\textbf{Student.} I have numbers for BH from a density-based basis-set correction, and they look contradictory. Self-consistency lowers the energy by a fraction of a per cent of the correction, yet the dipole moves in the second decimal. I am supposed to extract a response model from them.

\textbf{Lecturer.} Conventions first. We use atomic units: $E_h$, $ea_0$ for dipoles, $e^2a_0^2/E_h$ for polarizabilities. The $z$ axis runs from B to H, so a positive dipole has its negative end at boron. A field adds $F\sum_i z_i$ to the electronic Hamiltonian, and $d=-\partial E/\partial F$. The basis $\mathcal B$ is of augmented double-zeta size, four electrons are active, and $n$ is their density. The core orbital, the orbital basis and the range-separation function $\mu^{\mathcal B}(\mathbf r)$ inside the functional keep their zero-field form throughout. The values are made for the exercise and rounded as output would be. Give each an independent standard uncertainty of one unit in its last digit, and take $F$ and $\omega$ as exact.

\begin{center}
\begin{tabular}{ll}
\hline
FCI energy $E_{\rm FCI}$ & $-25.2184150$\\
$\bar E[n_{\rm FCI}(F)]$, $F=-0.002$ & $-0.0146135$\\
$\bar E[n_{\rm FCI}(F)]$, $F=0$ & $-0.0146320$\\
$\bar E[n_{\rm FCI}(F)]$, $F=+0.002$ & $-0.0146497$\\
self-consistent eigenvalue $\mathcal E$ & $-25.2435527$\\
$\bar E[n_{\rm SC}]$ & $-0.0147239$\\
$\int\bar v[n_{\rm SC}]\,n_{\rm SC}\,d\mathbf r$ & $-0.0251846$\\
dipoles $d_{\rm FCI}$, $d_{\rm SC}$ (expectation values) & $0.52841$, $0.53779$\\
FCI $\alpha_{zz}(0)$, $\alpha_{zz}(\omega=0.0773)$ & $22.56$, $23.96$\\
\hline
\end{tabular}
\end{center}

\textbf{Student.} The eigenvalue is the lowest energy in the table. I took it as the corrected energy.

\textbf{Lecturer.} It is a Lagrange multiplier. The scheme of Giner, Toulouse and co-workers (2018) defines
\begin{equation}
E_0^{\mathcal B}=\min_{\Psi\in\mathcal B}\left\{\langle\Psi|\hat H|\Psi\rangle+\bar E[n_\Psi]\right\},
\end{equation}
where $\bar E\equiv\bar E^{\mathcal B}$ is the difference between the Levy--Lieb functional and its version restricted to $\mathcal B$, approximated in practice by an explicit functional of $n$ and $\mu^{\mathcal B}$. Vary $\Psi$ within $\mathcal B$ at unit norm. Since $\delta\bar E=\int\bar v\,\delta n$ with $\bar v=\delta\bar E/\delta n$, and $\delta n=\delta\langle\Psi|\hat n|\Psi\rangle$, stationarity reads
\begin{equation}
\hat P^{\mathcal B}\Big(\hat H+\sum_i\bar v(\mathbf r_i)\Big)\Psi=\mathcal E\,\Psi ,
\end{equation}
with $\hat P^{\mathcal B}$ the projector on the $N$-electron space of the basis and $\bar v$ evaluated at the density of the solution. Multiplying by $\Psi$ from the left gives $\mathcal E=\langle\hat H\rangle+\int\bar v\,n$, and therefore
\begin{equation}
E_0^{\mathcal B}=\mathcal E+\bar E[n_{\rm SC}]-\int\bar v\,n_{\rm SC}\,d\mathbf r=-25.2330920 .
\label{eq:energy}
\end{equation}
A constant added to $\bar v$ shifts $\mathcal E$ and the integral equally and drops out, so $\mathcal E$ alone could never be the energy.

\textbf{Student.} If $\bar v n$ integrated to $\bar E$, the eigenvalue would do.

\textbf{Lecturer.} Yes, and the mismatch is your first parameter. For an explicit functional at fixed $\mu^{\mathcal B}$, $d\bar E[sn]/ds$ at $s=1$ equals $\int\bar v\,n$. The ratio
\begin{equation}
p=\frac{\int\bar v\,n_{\rm SC}}{\bar E[n_{\rm SC}]}=1.710
\end{equation}
is thus the effective degree of homogeneity in $n$. A constant energy per particle would give 1. A term proportional to the on-top pair density over $\mu^3$, which is the large-$\mu$ form, gives 2 if that pair density is taken as $n^2$ times a fixed factor. The uncertainty of $p$ lies beyond the printed digits, but it is a single global average and says nothing about the shape of $\bar v$.

\textbf{Student.} Without self-consistency I get $E_{\rm FCI}+\bar E[n_{\rm FCI}]=-25.2330470$. The lowering is $\delta E=-45.0\pm0.2\ \mu E_h$, only $0.31\%$ of $\bar E$. Why then should the dipole care?

\textbf{Lecturer.} Expand in the real FCI eigenstates of the basis, $\Psi\propto\Psi_0+\sum_kc_k\Psi_k$, with gaps $\Delta_k$ and transition densities $\rho_k=\langle\Psi_0|\hat n|\Psi_k\rangle$. Only $^1\Sigma^+$ states couple to $z$ or to $\bar v$. Define
\begin{equation}
t_k=\int z\,\rho_k\,d\mathbf r,\qquad w_k=\int\bar v[n_{\rm FCI}]\,\rho_k\,d\mathbf r .
\end{equation}
To leading order $\langle\hat H\rangle$ rises by $\sum_k\Delta_kc_k^2$, the density changes by $2\sum_kc_k\rho_k$, and $\bar E$ changes by $2\sum_kc_kw_k$. The minimum lies at $c_k=-w_k/\Delta_k$. With the static response function of the basis,
\begin{equation}
\chi(\mathbf r,\mathbf r')=\frac{\delta n(\mathbf r)}{\delta v(\mathbf r')}=-2\sum_k\frac{\rho_k(\mathbf r)\rho_k(\mathbf r')}{\Delta_k},
\end{equation}
this gives $\delta n=\int\chi\bar v$. The electronic dipole is $-\int z\,n$, and three quantities follow:
\begin{align}
\alpha_0&=-\iint z\chi z=2\sum_k\frac{t_k^2}{\Delta_k},\label{eq:alpha}\\
\delta d&=-\iint z\chi\bar v=2\sum_k\frac{t_kw_k}{\Delta_k},\label{eq:dd}\\
E_2&=\tfrac12\iint\bar v\chi\bar v=-\sum_k\frac{w_k^2}{\Delta_k},\label{eq:e2}
\end{align}
with $\alpha_0=\alpha_{zz}(0)$. The amplitudes are first order in $\bar v$. The dipole multiplies them by $t_k$, of order one, and the energy multiplies them by a second small factor $w_k$.

\textbf{Student.} Then $\delta d=d_{\rm SC}-d_{\rm FCI}=0.00938$, and the field rows of the table are redundant.

\textbf{Lecturer.} That difference contains all orders. The field rows isolate the first one. Differentiate the energy without self-consistency. The field changes the FCI density by $F\int\chi z$, so
\begin{equation}
-\frac{d}{dF}\Big(E_{\rm FCI}+\bar E[n_{\rm FCI}]\Big)_{F=0}=d_{\rm FCI}-\iint\bar v\chi z=d_{\rm FCI}+\delta d ,
\end{equation}
because $\chi$ is symmetric. The central difference gives
\begin{equation}
\delta d=-\frac{-0.0146497+0.0146135}{0.004}=0.00905 ,
\end{equation}
with uncertainty $\sqrt2\times10^{-7}/0.004=3.54\times10^{-5}$. This is $0.0230$~D, or $1.7\%$ of the dipole, and the first-order dipole is $0.53746$. The truncation error of the difference is $F^2/6$ times the third field derivative of $\bar E$, which would have to reach 53 a.u.\ to match that uncertainty. Three points cannot exclude it, and a second field strength would.

\textbf{Student.} That undercuts your story. I get the first-order dipole shift with no self-consistency at all.

\textbf{Lecturer.} You get it from the energy derivative, which is the right thing to take. What fails without self-consistency is the expectation value: $\Psi_0$ knows nothing of $\bar E$, and its dipole stays at $d_{\rm FCI}$. The energy $E_{\rm FCI}+\bar E[n_{\rm FCI}]$ is not stationary in $\Psi$, so its derivative keeps a response term. The self-consistent energy is stationary, and $\bar E$ has no explicit field dependence under our conventions, so the Hellmann--Feynman theorem makes $d_{\rm SC}$ both expectation value and derivative. If $\mu^{\mathcal B}$ followed the field, its derivative would add a term. The two routes differ at second order in $\bar v$, here by $0.00033\pm0.00004$, which is $3.6\%$ of $\delta d$.

\textbf{Student.} So $\delta E$ is also contaminated, and I cannot call it $E_2$.

\textbf{Lecturer.} Right, but the table lets you remove the leading contamination. Split $\delta E=A+B$ into the rise of $\langle\hat H\rangle$ and the drop of $\bar E$:
\begin{align}
A&=\mathcal E-\int\bar v\,n_{\rm SC}-E_{\rm FCI}=46.9\pm0.17\ \mu E_h,\\
B&=\bar E[n_{\rm SC}]-\bar E[n_{\rm FCI}]=-91.9\pm0.14\ \mu E_h .
\end{align}
At pure second order $A=-E_2$ and $B=2E_2$, so that $-B/A=2$. The data give $1.959$. Go one order further, in matrix form with $K_{kl}=2\Delta_k\delta_{kl}$ and $g_k=2w_k$:
\begin{equation}
A=\tfrac12c^TKc,\qquad B=g^Tc+\tfrac12c^Tfc .
\end{equation}
The matrix $f$ is first order in the correction. It collects the kernel $\delta\bar v/\delta n$ and the part of the density that is quadratic in $c$. Further terms in $A$ and $B$ are of fourth order. Stationarity gives $g=-(K+f)c$, hence $B=-c^TKc-\tfrac12c^Tfc$ and
\begin{equation}
\kappa\equiv\frac{c^Tfc}{c^TKc}=-\frac BA-2=-0.041\pm0.008 .
\end{equation}
Now insert $g$ in $E_2=-\tfrac12g^TK^{-1}g$:
\begin{equation}
E_2=-\tfrac12c^TKc-c^Tfc-\tfrac12c^TfK^{-1}fc=3A+2B-\tfrac12c^TfK^{-1}fc .
\end{equation}
The last term is fourth order. For a single mode its size is $A\kappa^2=0.08\ \mu E_h$, and we drop it. Then $E_2=-43.1\pm0.6\ \mu E_h$.

\textbf{Student.} You have made the uncertainty nearly three times larger.

\textbf{Lecturer.} And removed a bias of $1.9\ \mu E_h$, which exceeds both uncertainties. The weights 3 and 2 amplify the noise, $\sigma^2=9\sigma_A^2+4\sigma_B^2$, and I accept that price. The negative $\kappa$ says that $\bar E$ is concave along the relaxation, which softens the response. Now propose a model.

\textbf{Student.} One excited state, with $\Delta_1$, $t_1$, $w_1$. Three unknowns, and \eqref{eq:alpha} to \eqref{eq:e2} are three equations.

\textbf{Lecturer.} They are not independent for one state. The equations contain only $t_1/\sqrt{\Delta_1}$ and $w_1/\sqrt{\Delta_1}$, and they force $\delta d^2=2\alpha_0|E_2|$. The gap stays undetermined and one datum becomes a test. In general $-\chi$ is positive semidefinite and defines a scalar product on potentials, modulo those that the basis does not respond to. The Cauchy--Schwarz inequality gives
\begin{equation}
|\delta d|\le\sqrt{2\alpha_0|E_2|}=0.0441 .
\end{equation}
One state would saturate the bound. Turned around, it predicts a lowering of $\delta d^2/2\alpha_0=1.82\pm0.01\ \mu E_h$, a factor 24 below the data.

\textbf{Student.} So the one-state model is dead. What survives without any model?

\textbf{Lecturer.} A projection. Write $\bar v=F_{\rm eff}z+\bar v_\perp$ with $\iint z\chi\bar v_\perp=0$. Equation \eqref{eq:dd} then reads $\delta d=\alpha_0F_{\rm eff}$, and
\begin{equation}
F_{\rm eff}=\frac{\delta d}{\alpha_0}=(4.01\pm0.02)\times10^{-4},\qquad
\cos\theta=\frac{\delta d}{\sqrt{2\alpha_0|E_2|}}=0.205\pm0.002 ,
\end{equation}
where $\theta$ is the angle between $z$ and $\bar v$ in that scalar product. The positive sign means that, as far as the dipole can tell, $\bar v$ favours the boron side and moves electrons there. The energy splits without a cross term into $\tfrac12\alpha_0F_{\rm eff}^2$, the $1.82\ \mu E_h$ from before, and a remainder of $41.3\pm0.6\ \mu E_h$. That resolves your paradox: the whole first-order dipole shift goes with $4.2\%$ of a second-order energy that was already small.

\textbf{Student.} I was asked for gaps and couplings.

\textbf{Lecturer.} Take the smallest model that survives: a bright state 1 with all the dipole strength, and a dark state 2 with $t_2=0$. The unknowns are $\Delta_1,t_1,w_1,\Delta_2,w_2$. The static data fix no energy scale, so the frequency must. For one pole,
\begin{equation}
\alpha_\omega=t_1^2\left(\frac1{\Delta_1-\omega}+\frac1{\Delta_1+\omega}\right)=\frac{\alpha_0\Delta_1^2}{\Delta_1^2-\omega^2},
\end{equation}
and inversion gives
\begin{equation}
\Delta_1=\omega\sqrt{\frac{\alpha_\omega}{\alpha_\omega-\alpha_0}}=0.3198\pm0.0016\ E_h ,
\end{equation}
that is $8.70$~eV. The root is unique for $\omega$ below the pole, because $\alpha_\omega/\alpha_0$ falls monotonically with $\Delta_1$. Then
\begin{align}
|t_1|&=\sqrt{\alpha_0\Delta_1/2}=1.899\pm0.005\ a_0,\\
|w_1|&=|\delta d|\sqrt{\Delta_1/2\alpha_0}=0.762\pm0.003\ {\rm m}E_h,\\
w_2^2/\Delta_2&=|E_2|-w_1^2/\Delta_1=41.3\pm0.6\ \mu E_h ,
\end{align}
with $t_1w_1>0$.

\textbf{Student.} The polarizabilities are known to $0.044\%$, and the gap only to $0.49\%$.

\textbf{Lecturer.} The information sits in the difference $\alpha_\omega-\alpha_0=1.40$. The logarithmic sensitivities are
\begin{equation}
\frac{\partial\ln\Delta_1}{\partial\alpha_0}=\frac1{2(\alpha_\omega-\alpha_0)}=0.357,\qquad
\frac{\partial\ln\Delta_1}{\partial\alpha_\omega}=\frac1{2\alpha_\omega}-\frac1{2(\alpha_\omega-\alpha_0)}=-0.336 .
\end{equation}
Added in quadrature they amplify the relative uncertainty by a factor 11, and at small $\omega$ the factor grows as $1/\omega^2$. The signs are opposite, so an offset common to both polarizabilities would almost cancel, and independent noise is the harmful case. The square roots halve the damage in $t_1$ and $w_1$, and there $\alpha_0$ enters twice and must be differentiated once, in total. The $0.45\%$ on $w_1$ comes mainly from the $0.39\%$ on $\delta d$. Had you used $d_{\rm SC}-d_{\rm FCI}$, $w_1$ would carry the $3.6\%$ bias, far above the noise. The dark term and $\cos\theta$ are limited by $E_2$, that is by five energies known to $0.1\ \mu E_h$.

\textbf{Student.} You gave four results for five unknowns.

\textbf{Lecturer.} Four independent data, $\alpha_0$, $\alpha_\omega$, $\delta d$ and $E_2$, cannot do more. There are two kinds of freedom. The signs of $\Psi_1$ and $\Psi_2$ are arbitrary, so only $t_1w_1$ has a sign, which is harmless. The real gap in our knowledge is the curve of constant $w_2^2/\Delta_2$. A dark state at $0.5\ E_h$ with $|w_2|=4.5$~m$E_h$ and one at $2\ E_h$ with $9.1$~m$E_h$ reproduce these four numbers equally well. A datum with a different power of the gap breaks the tie, for instance the overlap defect
\begin{equation}
1-|\langle\Psi_0|\Psi_{\rm SC}\rangle|^2\simeq\sum_k\frac{w_k^2}{\Delta_k^2}.
\end{equation}
The bright state contributes $5.7\times10^{-6}$, and the totals would be $8.8\times10^{-5}$ and $2.6\times10^{-5}$ for the two candidates. Such amplitudes, below one per cent, also show why the quartic normalization terms were safe to drop.

\textbf{Student.} Then is $8.70$~eV an excitation energy of BH?

\textbf{Lecturer.} No. Let many poles contribute $a_k=2t_k^2/\Delta_k$ to $\alpha_0$, and set $x_k=\omega^2/\Delta_k^2<1$. The fitted gap obeys
\begin{equation}
\frac{\omega^2}{\Delta_1^2}=1-\frac{\alpha_0}{\alpha_\omega}=\frac{\sum_ka_kx_k/(1-x_k)}{\sum_ka_k/(1-x_k)},
\end{equation}
a weighted mean of the $x_k$. It cannot lie below the lowest $^1\Sigma^+$ gap. For real BH it lies above that gap by tens of per cent. The pooled $t_1^2$ exceeds the squared transition moment of that state, since $t_k^2\le\alpha_0\Delta_k/2$, and by a large factor, because the state has much Rydberg character. The lower $^1\Pi$ state does not enter $\alpha_{zz}$ by symmetry. You can see the lumping in the data: the pole carries the strength $2\Delta_1t_1^2=\alpha_0\Delta_1^2=2.31$. In a complete basis the sum rule over all states gives the six electrons, about two of them in high core excitations, so much of the valence strength lies in states that one pole does not describe.

\textbf{Student.} Which makes the small error bars on $\Delta_1$, $t_1$ and $w_1$ a little dishonest.

\textbf{Lecturer.} They are honest as propagated noise within the model and silent on the model itself. A different $\omega$ changes the weights and shifts all three, and a second frequency would measure that shift. The assumption $t_2=0$ is a choice too: letting the second state carry dipole strength adds a parameter that no datum fixes. So report two lists. The numbers $E_0^{\mathcal B}$, $p$, $\kappa$, $\delta d$, $E_2$, $F_{\rm eff}$ and $\cos\theta$ need only the expansion in $\bar v$ and the frozen $\mu^{\mathcal B}$. The gap and the couplings need the two-state picture as well.

\textbf{Student.} Does any of this show that $0.53779$ is closer to the complete-basis dipole than $0.52841$?

\textbf{Lecturer.} It does not, because the table contains no complete-basis value. Equation \eqref{eq:dd} does show what limits the gain. The kernel $\chi$ belongs to the basis, so $\bar v$ can move the density only along the $\rho_k$ that $\mathcal B$ supplies, and a basis too stiff to polarize gives a small shift with any functional. The usual approximations to $\bar E$ model short-range correlation near the electron--electron cusp and leave the Hartree--Fock part of the basis-set error in the dipole to be treated separately. The energy is also a weak monitor of the dipole. Suppose an approximate $\bar v$ had the opposite component along $z$ and the same $\bar v_\perp$. Then $E_2$ would be unchanged, while $\delta d$ would change sign.